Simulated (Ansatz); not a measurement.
# Pressure, energy and gap of amorphous 29Ga₂O₃-71GeO₂ (mol %) against volume, with PBE

A transparent oxide film held under stress by its substrate changes its density, and with it the energy at which it begins to absorb light. To design such a film from amorphous 29Ga₂O₃-71GeO₂, one needs to know how much pressure a given change of volume takes, how much energy it stores and which way the gap moves.

The problem is to find these three relations for one glass cell of 86 atoms, calculated with PBE at volumes from −10 % to +6 %. Volume changes and energies count from the relaxed cell. Pressure is positive under compression, and the gap is the Kohn-Sham gap at Γ.

## How the numbers were made

One cell of 86 atoms, Ga14Ge17O55 in reduced formula. Start: 86 atoms (14 Fe, 17 Ge, 55 O) placed at random at 3.54 g/cm³, melted at 5000 K for 10 ps at fixed volume with the Morse and Coulomb pair potential with partial charges (Pedone, Malavasi, Menziani, Cormack and Segre, J. Phys. Chem. B 110, 11780 (2006)). Quenched from 5000 K to 300 K at 100 K/ps and fixed volume, held 5 ps, then minimised at fixed cell. Then Fe was replaced by Ga and the cell scaled by 1.006 (the potential has no terms for the new elements, so the cell is a start for a DFT relaxation). Cell and atoms were then relaxed in DFT. From that cell the volume was scaled evenly and the atoms were relaxed again at each fixed cell. Ansatz 0.2.0: Kohn-Sham DFT with PBE, PAW potentials, plane waves to 420 eV, k-points Γ alone, no spin polarisation, no spin-orbit coupling. Occupations: Fermi-Dirac smearing of 0.05 eV. The cutoff and the k-mesh are held, so the number of plane waves changes with the volume. In the run that the rows count from, the cell has a density of 4.29 g/cm³, a pressure of -0.0 GPa and a spacing of 2.04 eV between highest filled and lowest empty level, and its k-points sample 10 Å along the shortest periodic direction.

Notes on method and selection:

- The gap is read on the run's k-points alone; rows whose frontier levels are partly filled show none.
- Semilocal functionals tend to put gaps under measured ones.
- In disordered cells the gap varies from sample to sample, and tail or defect states can set it.
- Cells made by classical potentials are single samples, quenched or equilibrated over picoseconds, then relaxed in DFT to a nearby minimum.
- In a glass, relaxing at another volume can switch bonds, so the points needn't lie on one elastic curve.
- All values are for 0 K, without vibrations.
- Where atoms are relaxed at each volume, a cell can fall into another minimum, and loose force tolerances leave some of the strain unrelaxed.
- Series whose pressures fit the equation of state badly weren't written up.
- Runs that did not converge, have known faults or may not be shown are not listed, and runs on Ansatz's PAW sets soft_1 and soft_2 are kept to separate tables.

Columns:

- volume change (%): change of the cell's volume from the relaxed cell, all three axes scaled alike.
- volume (Å³/atom): volume per atom.
- pressure (GPa): pressure, a third of the trace of the stress, positive under compression, without a kinetic term.
- energy (meV/atom): free energy per atom less that of the relaxed cell.
- gap (eV): Kohn-Sham gap: lowest empty less highest filled level over the k-points of the run.

Input lines of one member:

```
kpoints:
  mp_grid: { grid: [1, 1, 1] }
hamiltonian:
  xc: pbe
scf:
  occupations: { method: fermi_dirac, width: 0.05 }
relax:
  f_tol: 0.05
  max_steps: 70
```

Command (options for logging and memory left out): `ansatz run input.yaml --threads 4 --backend cpu`

## Results

| member | volume change (%) | volume (Å³/atom) | pressure (GPa) | energy (meV/atom) | gap (eV) |
| --- | --- | --- | --- | --- | --- |
| −10 % | −10 | 12.5266 | 7.122 | 27.974 | 2.314 |
| −6 % | −6 | 13.0834 | 3.893 | 8.784 | 2.218 |
| −3 % | −3 | 13.5009 | 1.618 | 1.762 | 2.119 |
| relaxed cell | 0 | 13.9185 | −0.014 | 0.000 | 2.043 |
| +3 % | 3 | 14.3360 | −1.637 | 2.156 | 1.801 |
| +6 % | 6 | 14.7536 | −3.144 | 8.391 | 1.591 |

Least-squares fits to the whole series, with x = volume change (%); R² and errors in the fitted variable (y, or ln y where the fit is in ln y):

| y | members | fit | R² | rms residual | leave-one-out rms | the same for the mean of the others |
| --- | --- | --- | --- | --- | --- | --- |
| pressure (GPa) | 6 | y = −0.1038 − 0.5803 x + 0.01399 x² | 1.00 | 0.082 | 0.19 | 4.1 |
| energy (meV/atom) | 6 | y = −0.6395 − 0.06457 x + 0.2750 x² | 1.00 | 0.57 | 2.0 | 11 |

## Reading the trend

As the volume grows from −10 % to +6 %, the pressure falls from 7.122 to −3.144 GPa and the gap from 2.314 to 1.591 eV. The energy is lowest at the relaxed cell and rises on both sides.

A model for pressure and energy follows from three assumptions.

1. The glass stays in one arrangement of bonds, so its energy is a smooth function of s = (V − V₀)/V₀, where V₀ is the relaxed volume per atom.
2. The relaxed cell is free of pressure, so the energy has no term linear in s.
3. The strain is small enough for the energy to be cut off after s³.

The energy per atom is then

E = V₀ (½ B s² − ⅓ C s³).

Since P = −dE/dV and dV = V₀ ds, the pressure is

P = −B s + C s².

If all three assumptions hold, B is the bulk modulus at V₀, here for a cell of fixed shape with relaxed atoms. C describes the change of stiffness: if it is positive, the glass hardens under compression and softens under tension. This is the usual behaviour once bonds have to shorten, because the repulsion between ions rises steeply. With B and C in GPa and V₀ in Å³, E is converted by 1 GPa·Å³ = 6.242 meV.

The gap is given no formula. Its direction has a familiar explanation in oxides of this kind. The lowest empty states are largely antibonding combinations of Ga and Ge s orbitals with oxygen, while the highest filled states are mostly oxygen 2p and nearly nonbonding. Shorter bonds push the antibonding states up more strongly, so compression widens the gap. If the same two states bounded the gap at every volume, its slope would change only gradually.

## Fixing and testing the model

B and C are fixed on the pressures at −6 % and +6 %. Their difference gives B and their sum gives C:

B = (3.893 + 3.144) / 0.12 = 58.6 GPa

C = (3.893 − 3.144) / (2 × 0.06 × 0.06) = 104 GPa

The pressures of three other members follow.

- **−10 %:** 58.6 × 0.10 + 104 × 0.10 × 0.10 = 6.90 GPa; the table has 7.122.
- **−3 %:** 58.6 × 0.03 + 104 × 0.0009 = 1.85 GPa; the table has 1.618.
- **+3 %:** −58.6 × 0.03 + 104 × 0.0009 = −1.66 GPa; the table has −1.637.

For the relaxed cell the model gives zero by construction, against −0.014 GPa. Over these four members the typical miss is 0.16 GPa, while the mean of the others misses by 4.1 GPa over the series.

The energies were not used to fix B and C, so they are a separate test. The common factor is 6.242 × 13.9185 = 86.88.

- **−10 %:** 86.88 × 0.10 × 0.10 × (58.6 / 2 + 104 × 0.10 / 3) = 28.5 meV/atom; the table has 27.974.
- **−3 %:** 86.88 × 0.03 × 0.03 × (58.6 / 2 + 104 × 0.03 / 3) = 2.37 meV/atom; the table has 1.762.
- **+3 %:** 86.88 × 0.03 × 0.03 × (58.6 / 2 − 104 × 0.03 / 3) = 2.21 meV/atom; the table has 2.156.

The two members that fixed B and C can be tested in energy too:

- **−6 %:** 86.88 × 0.06 × 0.06 × (58.6 / 2 + 104 × 0.06 / 3) = 9.8 meV/atom; the table has 8.784.
- **+6 %:** 86.88 × 0.06 × 0.06 × (58.6 / 2 − 104 × 0.06 / 3) = 8.5 meV/atom; the table has 8.391.

 The typical miss over all five strained cells is 0.6 meV/atom, beside 11 for the mean of the others. This is small against the range of the series, but it says little about the stiffness close to the relaxed cell, where the energies themselves are small. The pressures at −3 % and +3 % give B and C there in the same way:

B = (1.618 + 1.637) / 0.06 = 54 GPa

C = (1.618 − 1.637) / (2 × 0.03 × 0.03) = −11 GPa

The energies of the same two members give B = (1.762 + 2.156) / (86.88 × 0.03 × 0.03) = 50 GPa. So 58.6 GPa is a value for the range of ±6 %, and the estimates of the modulus at V₀ itself run from 50 to 59 GPa.

The sign of C near the relaxed cell is open. The two pressures differ in size by only 1.637 − 1.618 = 0.019 GPa, hardly more than the 0.014 GPa left in the relaxed cell. With C = 104 GPa the pressure at −3 % would be the larger in size, by 2 × 0.03 × 0.03 × 104 = 0.19 GPa. Hardening is therefore not shown at small strains. Runs on this cell with a small strain along one axis, which are not in the table, don't show it either: there the pressure changes less on compression than on stretching.

## Exceptions

Largest departures from the fit to the whole series:

| member | pressure (GPa) | fit | computed − fit | in rms residuals |
| --- | --- | --- | --- | --- |
| −3 % | 1.618 | 1.763 | −0.145 | 1.8 |
| relaxed cell | −0.014 | −0.104 | +0.090 | 1.1 |
| +3 % | −1.637 | −1.719 | +0.082 | 1.0 |
| +6 % | −3.144 | −3.082 | −0.062 | 0.8 |

The clearest departure in pressure is at −3 %, where the energy lies below the model as well. In energy alone the miss is largest at −6 %, where the table is 9.8 − 8.784 = 1.0 meV/atom below the model. The work done by the pressure tests the first assumption. From the relaxed cell to −3 %, the mean pressure times the change of volume gives 6.242 × (1.618 − 0.014) / 2 × (13.9185 − 13.5009) = 2.09 meV/atom, but the energy rises by only 1.762. From the relaxed cell to +3 % the same sum gives 2.15 against 2.156. A small rearrangement into a lower minimum on compression would explain the missing energy and the low pressure together. Errors in the pressures may contribute, because the self-consistency threshold in the scaled cells was loose for a stress. All three compressed cells also have more Ge-O bonds than the relaxed cell, counted with the same cutoff. That fits a rearrangement but doesn't prove one, since a bond can also cross the cutoff gradually. If the arrangement did change, B and C join two arrangements, because they were fixed partly on the cell at −6 %.

At −10 % the pressure is 7.122 − 6.90 = 0.22 GPa above the model. A further term for continued hardening would act in this direction, which would strain the third assumption. A changed arrangement of bonds could do the same, and the table can't tell the two apart.

The gap changes slope at the relaxed cell. Between −3 % and 0 it falls by (2.119 − 2.043) / 3 = 0.025 eV per %, but between 0 and +3 % by (2.043 − 1.801) / 3 = 0.081 eV per %. On each run's own energy scale, whose zero should shift smoothly with volume, the lowest empty level moves almost evenly through the series, whereas the highest filled level falls more slowly on stretching. The change therefore comes from the filled edge, possibly because a different, more localised oxygen state takes over there.

## Closing remarks

Between −10 % and +6 %, the model with B = 58.6 GPa and C = 104 GPa gives the pressure of this cell to about 0.2 GPa and its energy to about 1 meV/atom. These two numbers describe the range as a whole. Close to the relaxed cell the modulus comes out lower, at 50 to 54 GPa, and hardening under compression is not shown there. The gap narrows at every step of expansion, and faster in the stretched cells.

The largest omitted effect is the error of PBE in the gap. For oxides of gallium and germanium it is roughly 2 to 3 eV, with measured gaps higher, against a spread of 2.314 − 1.591 = 0.72 eV in the table. The direction of the gap's change is therefore more useful than its absolute value.

A substrate strains a film mainly in its plane, whereas here all three axes were scaled alike, so the numbers serve a film only as a first guide. The runs with a small strain along one axis, and one with a shear, were left out of the table. In them the gap again narrows on stretching and widens on compression, while the shear hardly changes it. None of them strains the cell along two axes at once, as a substrate does. This is also a single glass sample, and another could have a different filled edge and a different change of slope. Series with badly fitting pressures were left out, so the close fit over the whole range does not show how common such a fit is among glasses.

[Logs are printed without paths, hosts, clocks, repeated set-up lines and the standing remarks that a program may print on its own settings, such as how far it seeks lower states.]
